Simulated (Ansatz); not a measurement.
Ligand exchange: GeH3(CH3) + SnH3(SH) → GeH3(SH) + SnH3(CH3)

Species: GeH3(CH3) (methyl germane), singlet; SnH3(SH), singlet; GeH3(SH), singlet; SnH3(CH3), singlet. The partners trade CH3 for SH: Ge–CH3 and Sn–SH bonds give way to Ge–SH and Sn–CH3.

Shapes, held fixed at every level: PBE0-D4/def2-TZVP. Programs: Ansatz 0.2.0. The zero-point and thermal change to 298 K, harmonic and unscaled (PBE0-D4/def2-TZVP), is -0.6 kJ/mol.

```csv
level,kind,ΔH(298 K) (kJ/mol),less CCSD(T)/def2-TZVPP
PBE-D4/def2-TZVPP,GGA,+18.9,+1.3
r2SCAN-D4/def2-TZVPP,meta-GGA,+20.4,+2.8
PBE0-D4/def2-TZVPP,global hybrid,+19.6,+2.0
MP2/def2-SVP,perturbation theory,+21.8,+4.2
MP2/def2-TZVPP,perturbation theory,+17.6,0.0
CCSD/def2-SVP,coupled cluster or CI,+21.8,+4.2
CCSD(T)/def2-TZVPP,coupled cluster or CI,+17.6,0.0
```

The highest level, CCSD(T)/def2-TZVPP, gives ΔH(298 K) = +17.6 kJ/mol; the levels span +17.6 to +21.8. The column of differences is taken from that level and isn't an error. No measured value is set beside it here. For atoms past krypton def2 sets carry core potentials with scalar relativity. Relativity is left out for Ge unless named. Correlated rows may include outer-core shells of Ge, Sn, which these sets cover unevenly.

The exchange is endothermic at every level, so the reactant pairing, with methyl on germanium and SH on tin, is favoured in enthalpy. Both metal–ligand bonds usually weaken from germanium to tin, but the bond to carbon probably loses more. The compact carbon valence orbitals overlap less well with the diffuse 5s and 5p orbitals of tin, whereas the larger 3p orbitals of sulfur suit them better. The greater polarity and polarisability of the Sn–S bond probably help too, in line with tin's familiar thiophilicity.

Because the number and broad type of bonds are conserved, much of the correlation error cancels, which fits the agreement of MP2 and CCSD(T) at +17.6 kJ/mol in the larger basis. The MP2 pair shows that the smaller basis exaggerates the preference, so the higher CCSD value can't be put down to missing triples alone. The enthalpy fixes only a difference between ligand preferences, and doesn't show that Sn–S is stronger than Ge–S in absolute terms.
